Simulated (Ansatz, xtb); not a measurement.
**Ligand exchange: GeH(NH2) + C2H2S → GeH(SH) + C2H3N**

Species: GeH(NH2), singlet; C2H2S (ethynethiol) `C#CS`, singlet; GeH(SH), singlet; C2H3N `C#CN`, singlet. The partners trade NH2 for SH: Ge–NH2 and C–SH bonds give way to Ge–SH and C–NH2.

Shapes, held fixed at every level: PBE0-D4/def2-TZVP. Flexible molecules stand in one conformer, not always the lowest. Programs: Ansatz 0.2.0, xtb 6.7.1. The zero-point and thermal change to 298 K, harmonic and unscaled (PBE0-D4/def2-TZVP), is +1.7 kJ/mol.

```csv
level,kind,ΔH(298 K) (kJ/mol),less CCSD(T)/def2-TZVPP,CPU time (sum over the molecules)
GFN0-xTB,semi-empirical,-130.6,-122.9,0.11 s
BHLYP-D4/def2-TZVPP,global hybrid,-22.0,-14.3,9.8 s
PBE0-D4/def2-TZVPP,global hybrid,-24.7,-17.0,10 s
r2SCAN0-D4/def2-TZVPP,global hybrid,-21.9,-14.2,16 s
B2PLYP/def2-TZVPP,double hybrid,-12.4,-4.7,16 s
MP2/def2-SVP,perturbation theory,-11.3,-3.6,–
CCSD/def2-SVP,coupled cluster or CI,-17.3,-9.6,–
CCSD(T)/def2-TZVPP,coupled cluster or CI,-7.7,0.0,56 s
```

The highest level, CCSD(T)/def2-TZVPP, gives ΔH(298 K) = -7.7 kJ/mol; the levels span -130.6 to -7.7. GFN0-xTB strays far from the other rows. The column of differences is taken from that level and isn't an error. No measured value is set beside it here. Relativity is left out for Ge unless named. Correlated rows may include outer-core shells of Ge, which these sets cover unevenly. Times are processor times on shared x86 and Arm servers, and rough.

Exchanging NH2 for SH at germanium is mildly exothermic, by -7.7 kJ/mol at the highest level, and every row agrees on the sign. The small value probably reflects two competing preferences for nitrogen. In the aminogermylene, the nitrogen lone pair donates into the formally empty 4p orbital of Ge(II); in ethynamine it conjugates with the triple bond and forms a strong bond to an sp carbon. Sulfur is the weaker π donor in both places, but its softer, more diffuse valence shell suits germanium better than carbon, which helps tip the balance towards the products.

The three global hybrids lie close together, between -24.7 and -21.9 kJ/mol, despite their different shares of exact exchange, yet all overstate the driving force relative to CCSD(T). Their mutual agreement is therefore no sign of accuracy, and the size of the preference is much less secure than its direction. The result concerns ethynamine specifically, not its more stable isomer acetonitrile, so it doesn't identify the overall thermodynamic products.
